Cost and accuracy of the second-moment model: the contraction of gold from bulk to chain

Equilibrium in the second-moment model

Take a lattice with z nearest neighbours at distance r, a pair repulsion A exp(−pr) per neighbour, and a root-mean-square hopping integral h(r) = h0 exp(−qr) per orbital and neighbour, with p > q > 0. The second moment of the local density of states about the on-site level counts closed paths of two hops, μ2 = z h². Friedel's rectangular d band holds 10 states per atom over a width w and has μ2 = w²/12, so w = (12z)^(1/2) h. Filling it with N_d electrons gives E_bond = −w N_d(10 − N_d)/20. The energy per atom is

E(r) = z A exp(−pr) − z^(1/2) B exp(−qr), B = (√3/10) N_d(10 − N_d) h0.

The condition dE/dr = 0 reads p E_rep = q |E_bond|. With E_coh = −E(r0),

r0 = ln[p A z^(1/2)/(q B)]/(p − q), E_coh = (1 − q/p)|E_bond|,

E″(r0) = p² E_rep − q² |E_bond| = q(p − q)|E_bond| = p q E_coh.

For a crystal whose volume per atom is Ω ∝ r³, K = Ω d²E/dΩ² equals r0² E″/(9Ω) at zero pressure, so

K = p q r0² E_coh/(9Ω).

A chain has no bulk modulus; its counterpart is the force constant p q E_coh.

These relations outlive the square root. If all hoppings scale with one h(r), a uniform dilation only stretches the energy axis, and any treatment of the band gives E_bond = −c h(r) with a pure number c fixed by lattice and filling. Then r0 = λ ln[p z A/(q c h0)] with λ = 1/(p − q), and E_coh ∝ c^(p/(p−q)) z^(−q/(p−q)). The second-moment approximation is the statement c ∝ z^(1/2). Once A and h0 are fitted to the bulk (index b), the contraction in the chain (index c) is

Δ = r_b − r_c = λ ln[(z_b/z_c)/(c_b/c_c)],

and a relative error ε in c_b/c_c changes Δ by −λ ln(1 + ε).

Parameters for gold

A full d shell makes N_d(10 − N_d) vanish, so for gold B is a fitted strength of the hybridised s–d band. The compiled room-temperature constants (Blaschke) C11 = 192.44, C12 = 162.98 and C44 = 42 GPa give K = (C11 + 2C12)/3 = 172.80 GPa = 1.0785 eV/Å³ and a Cauchy pressure P = C12 − C44 = 120.98 GPa.

Write E_bond = −ρ^(1/2) with ρ = Σ B² exp(−2qr) over neighbours. The part of a strain energy that is linear in the change of ρ acts as a pair potential at its minimum, which in fcc gives C11 : C12 : C44 = 2 : 1 : 1. The quadratic part is (δρ)²/(8ρ^(3/2)) with δρ = −(2q r0/3) ρ × (trace of the strain); it adds P = q² r0² |E_bond|/(9Ω) to C11 and C12 and nothing to C44. Hence P/K = q/(p − q) = 0.7001 and p/q = 2.428. With the typical inputs a = 4.08 Å and E_coh = 3.81 eV, r0 = a/√2 = 2.885 Å, Ω = a³/4 = 16.98 Å³ and p q r0² = 9ΩK/E_coh = 43.26. So q r0 = 4.221, p r0 = 10.25, (p − q) r0 = 6.029 and λ = 0.479 Å. Thermal contributions to the constants are ignored in this fit. One relation stays free of it: the model forces C11 − C12 = C44, whereas the compiled values give 29.46/42 = 0.70.

From z = 12 to z = 2 the model contracts by Δ = (λ/2) ln 6 = 0.43 Å, or 15 per cent, to 2.46 Å. A typical spacing for an unstrained linear gold chain is about 2.6 Å, a contraction near 0.3 Å, so the model's contraction is roughly half as large again. Whether more work on c is worth its price has to be judged on a model with a known c.

A solvable model

Take one orbital per site, hopping −h between nearest neighbours, and one electron per site. On a bipartite lattice the band is symmetric, the Fermi level is at zero, and with both spins E_bond = −⟨|energy|⟩, the average running over the normalised band. For the chain, the square lattice and bcc (d = 1, 2, 3, z = 2^d) the band energy is −z h times a product of d independent cosines. Since ⟨|cos|⟩ = 2/π,

c = (4/π)^d = z^γ, γ = log2(4/π) = 0.3485.

The exact values for chain and bcc are 1.2732 and 2.0641. The rectangular band, c = w/(4h) = (√3/2) z^(1/2), gives 1.2247 and 2.4495, off by −3.8 and +18.7 per cent. Let bcc be the bulk and keep λ = 0.479 Å. The exact ratio is c_b/c_c = 16/π², and the exact contraction of this model is λ ln(π²/4) = 0.433 Å. Gold is fcc and has several orbitals, so these numbers test algorithms on the gold length scale and are not properties of gold.

Work W is counted in multiply-adds per bulk atom for the energy alone, without use of translational symmetry, as for a contact of moving atoms with the same bond topology. Memory is the number of working values held at once. Evaluating and storing the hoppings is common to all methods and left out. The work on the chain is small beside that on the bulk and is also left out.

Method A: second moment

The sum of h² over neighbours takes W = z = 8 and one accumulator; the total work is linear in the number of atoms. The ratio is (8/2)^(1/2) = 2, so ε = π²/8 − 1, and Δ = λ ln 2 = 0.332 Å. There is no convergence parameter, and the error cannot be bought down. Because p/(p − q) = 1.70, the cohesive energy and force constant of the chain come out lower than exact by 1 − (1 + ε)^(−1.70), or 30 per cent.

Method B: Chebyshev moments of order 2M

Scale the Hamiltonian to X = H/(zh), whose spectrum x lies in [−1, 1], and use |x| = 2/π + (4/π) Σ_k (−1)^(k+1) T_2k(x)/(4k² − 1), k ≥ 1. Truncation at k = M gives

c_M = (4z/π)[1/2 + Σ_(k=1..M) (−1)^(k+1) τ_k/(4k² − 1)], τ_k = ⟨0|T_2k(X)|0⟩.

The vectors v_j = T_j(X)|0⟩ obey v_1 = X v_0 and v_j = 2X v_(j−1) − v_(j−2), and T_2k = 2T_k² − 1 gives τ_k = 2|v_k|² − 1, so M products suffice. In units of half the cube edge each coordinate of a site reached in j hops takes the values −j, −j + 2, …, j, so v_j occupies (j + 1)³ sites. Step j costs 8j³ for the hops and (j + 1)³ for the norm:

W_B = 2M²(M + 1)² + (M + 1)²(M + 2)²/4 − 1 ≈ (9/4) M⁴,

with memory M³ + (M + 1)³ for two vectors, reused from atom to atom.

Since |τ_k| ≤ 1, the error of c_M is at most 2z/[π(2M + 1)] on any lattice treated this way. The actual rate depends on the density of states. For the chain it is the Chebyshev weight itself, every τ_k vanishes, and c is exact at M = 0; this is a favour of the uniform chain with known band edges. For bcc the moments ⟨x^(2j)⟩ = [(2j)!/(j!² 4^j)]³ give τ_1 = −3/4, τ_2 = 27/64, τ_3 = −39/128. The large-k form comes from the band centre. For small u, ⟨|cos|^(u−1)⟩ = Γ(u/2)/[√π Γ((u + 1)/2)] = (2/πu) 2^u [1 + O(u²)]. Its cube, (2/π)³ 8^u/u³, is the transform ∫ |x|^(u−1) n d|x| of the density n = (4/π³) ln²(8/|x|) on (0, 8), which is therefore the singular part of the density of |x|. Near x = 0, T_2k ≈ (−1)^k cos(2kx). The integral ∫ (φ/8)^s cos(ωφ) dφ over (0, ∞) equals −Γ(1 + s) sin(πs/2)(8ω)^(−s)/ω by continuation in s, and its second s-derivative at s = 0 is π(γ_E + ln 8ω)/ω, with γ_E Euler's constant. Setting ω = 2k,

τ_k ≈ (−1)^k 2(γ_E + ln 16k)/(π² k).

All terms of the series are then negative and c_M falls to the limit from above. Replacing the tail by an integral from κ = M + 1/2 and dividing by the exact bracket 2/π²,

ε_B ≈ [ln(16κ) + γ_E + 1/2]/(8κ²).

At M = 3 this lies 0.2 per cent above the exact ε. Apart from the logarithm, ε_B ∝ W^(−1/2).

Method C: diagonalising a supercell

A cube of L/2 cubic cells per edge (L even) holds N = L³/4 atoms. Take periodic boundaries for L = 4m + 2 and antiperiodic ones for L = 4m, so that no level lies at zero. The eigenvalues are the band energies on a mesh of L phases per direction, spaced 2π/L, on which each state appears four times. The mean of |2cos| over the phases is 4/[L sin(π/L)], which is (4/π) f with f = (π/L)/sin(π/L). The bulk acquires f³, and a ring of L atoms acquires f. Using the same L for both cancels one factor:

ε_C = f² − 1 ≈ π²/(3L²).

Householder reduction of a dense symmetric matrix to tridiagonal form takes (2/3)N³ multiply-adds at leading order, the standard count, and dominates an eigenvalue-only calculation. So W_C = (2/3)N² per atom with memory N². With L ∝ N^(1/3) ∝ W^(1/6), ε_C ∝ W^(−1/3).

Both sides of the trade

Every ε is positive, so every method makes the contraction too small, by |δΔ| = λ ln(1 + ε). The rows M = 1, 2, 3 are exact sums, and the rows M ≥ 8 use the asymptotic form.

method | size | W per atom | memory | ε (%) | |δΔ| (10⁻³ Å)
A | none | 8 | 1 | 23 | 101
B | M = 1 | 16 | 9 | 23 | 101
B | M = 2 | 107 | 35 | 9.5 | 43
B | M = 3 | 387 | 91 | 5.2 | 24
B | M = 8 | 12392 | 1241 | 1.0 | 4.9
B | M = 13 | 77272 | 4941 | 0.44 | 2.1
B | M = 20 | 406160 | 17261 | 0.20 | 0.98
C | L = 4, N = 16 | 171 | 256 | 23 | 101
C | L = 8, N = 128 | 10923 | 16384 | 5.3 | 25
C | L = 10, N = 250 | 41667 | 62500 | 3.4 | 16
C | L = 18, N = 1458 | 1.4×10⁶ | 2.1×10⁶ | 1.0 | 4.9
C | L = 40, N = 16000 | 1.7×10⁸ | 2.6×10⁸ | 0.21 | 0.99

The rows A, M = 1 and L = 4 share ε = π²/8 − 1 exactly, an accident of this pair of lattices.

Cheapest choice for a stated accuracy

For a tolerance of 0.15 Å on the contraction, A suffices at W = 8. For 0.03 Å the smallest adequate sizes are M = 3 and L = 8, and B is cheaper by a factor of 28. For 0.005 Å they are M = 8 and L = 18, a factor of 114. For 0.001 Å they are M = 20 and L = 40, a factor of 420. The factor grows because W_C ∝ ε^(−3) while W_B ∝ ε^(−2) up to logarithms.

Best choice inside a budget

Up to W = 100 the choice is A: M = 1 costs twice as much for the same error, and M = 2 exceeds the budget. Up to W = 10³ it is B with M = 3, since M = 4 needs 1024; C affords only L = 4, since L = 6 needs 1944. Up to W = 10⁵ it is B with M = 13, since M = 14 needs 102599; C stops at L = 10, since L = 12 needs 124416, and its error in Δ is 16 against 2.1 in units of 10⁻³ Å. Memory points the same way: at ε = 1.0 per cent B holds 1241 values and C about two million.

Where the ranking changes

In a perfect crystal the matrix of method C is diagonal in plane waves, and the N energies cost two multiplications of tabulated cosines each. Then L = 18 takes 2916 operations in all, ε ∝ W^(−2/3), and the Brillouin-zone sum beats B at equal accuracy. If the system is itself a finite cluster of N atoms, diagonalisation has no size error, and (2/3)N² stays below W_B up to N = (3W_B/2)^(1/2), which is 24 atoms against M = 3 and 136 against M = 8; these crossovers are rough, because surfaces cut the work of B and a discrete spectrum alters its convergence. Nine s, p and d orbitals per atom multiply W_B and W_C alike by 9³ = 729, while the scalar form of A is unchanged, which widens the gap between A and the rest. Forces require eigenvectors in C and derivatives of the moments in B, and raise both prefactors.

The columns measure the distance from the exact solution of a given Hamiltonian. In the solvable model the second-moment error, 0.101 Å, is of the same order as the gold model's departure from the typical chain spacing, but removing it makes the contraction larger, the opposite of what gold needs. One half-filled orbital on bcc cannot settle the sign for fcc gold with s and d orbitals. It does show that an error of order 0.1 Å in Δ can arise from c ∝ z^(1/2) alone, that a few hundred operations per atom and orbital reduce it fourfold, and that tolerances near 0.005 Å are worth paying for only when the hopping law, the band filling and the repulsion are known to comparable accuracy at both coordinations.